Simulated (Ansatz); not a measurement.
SnH3 (SMILES [SnH3]): methods side by side

SnH3: 4 atoms, total charge 0, spin state doublet. As SMILES, `[SnH3]`. The shape is that of a PBE0-D4/def2-TZVP optimisation.

```xyz
4

Sn    0.2802   -0.2116   -0.2717
H     1.0552    0.0110    1.2417
H    -1.1250   -1.1722   -0.0640
H    -0.1549    1.3125   -0.9263
```

Each level gives the energy change with the Sn1–H2 bond stretched from 1.715 to 2.572 Å (eV). The values are calculated.

```json
{"level": "UHF/STO-3G", "kind": "Hartree–Fock", "program": "Ansatz", "value (eV)": "3.19", "less FCI/STO-3G": "+0.42", "CPU time (all runs)": "1.2 s"}
{"level": "USVWN5/STO-3G", "kind": "LDA", "program": "Ansatz", "value (eV)": "3.02", "less FCI/STO-3G": "+0.25", "CPU time (all runs)": "2.8 s"}
{"level": "U-revPBE/STO-3G", "kind": "GGA", "program": "Ansatz", "value (eV)": "2.81", "less FCI/STO-3G": "+0.04", "CPU time (all runs)": "4.7 s"}
{"level": "U-r2SCAN/STO-3G", "kind": "meta-GGA", "program": "Ansatz", "value (eV)": "3.08", "less FCI/STO-3G": "+0.31", "CPU time (all runs)": "17 s"}
{"level": "UB3LYP/STO-3G", "kind": "global hybrid", "program": "Ansatz", "value (eV)": "3.04", "less FCI/STO-3G": "+0.27", "CPU time (all runs)": "5.4 s"}
{"level": "UCAM-B3LYP/STO-3G", "kind": "range-separated hybrid", "program": "Ansatz", "value (eV)": "3.25", "less FCI/STO-3G": "+0.48", "CPU time (all runs)": "6.1 s"}
{"level": "UMP2/STO-3G", "kind": "perturbation theory", "program": "Ansatz", "value (eV)": "3.37", "less FCI/STO-3G": "+0.60", "CPU time (all runs)": "1.3 s"}
{"level": "UBCCD(T)/STO-3G", "kind": "coupled cluster or CI", "program": "Ansatz", "value (eV)": "2.78", "less FCI/STO-3G": "+0.01", "CPU time (all runs)": "1.6 s"}
{"level": "UCCSD(T)/STO-3G", "kind": "coupled cluster or CI", "program": "Ansatz", "value (eV)": "2.79", "less FCI/STO-3G": "+0.02", "CPU time (all runs)": "1.6 s"}
{"level": "FCI/STO-3G", "kind": "exact in the basis", "program": "Ansatz", "value (eV)": "2.77", "less FCI/STO-3G": "0.00", "CPU time (all runs)": "2.3 s"}
```

FCI/STO-3G is exact within its basis and frozen core, so for wave-function methods in that basis the difference is their error; functionals converge differently with the basis, so for them it is only a difference. All-electron rows without a relativistic Hamiltonian named are non-relativistic. The first shape isn't each level's own minimum. The values span 2.77 to 3.37 eV. Spin contamination of the reference (⟨S²⟩ at least 0.1 too high) touches UHF/STO-3G, UCAM-B3LYP/STO-3G, UMP2/STO-3G, UBCCD(T)/STO-3G, UCCSD(T)/STO-3G. All rows use very small basis sets, so even the best lies far from the true value. In the correlated wave-function rows the outer d shell of Sn is correlated, in sets not made for it. CPU times are rough (shared hosts, several kinds of processor): they show what a rung costs within a factor of a few.

Stretching the Sn–H bond weakens the overlap between the tin hybrid and hydrogen 1s, bringing the bonding and antibonding levels closer together. Left-right correlation therefore grows along the stretch, and UHF, which recovers it only partly by breaking spin symmetry, makes the energy rise too steeply. UMP2 does worse still, at 3.37 eV against the exact 2.77 eV. Its second-order correction probably recovers too little of the correlation in the stretched radical, where the spin-polarised reference is a poor starting point. Coupled cluster with triples removes nearly all of this error, and the gap between its Brueckner and conventional forms is too small to rank them.

Among the functionals, revPBE comes closest to FCI, but this doesn't establish it as the most accurate for the real bond. Nor does exact exchange alone order them, since r2SCAN, which has none, lies slightly above B3LYP. A single partial stretch also gives neither the dissociation energy nor the shape of the curve towards SnH2 and H.
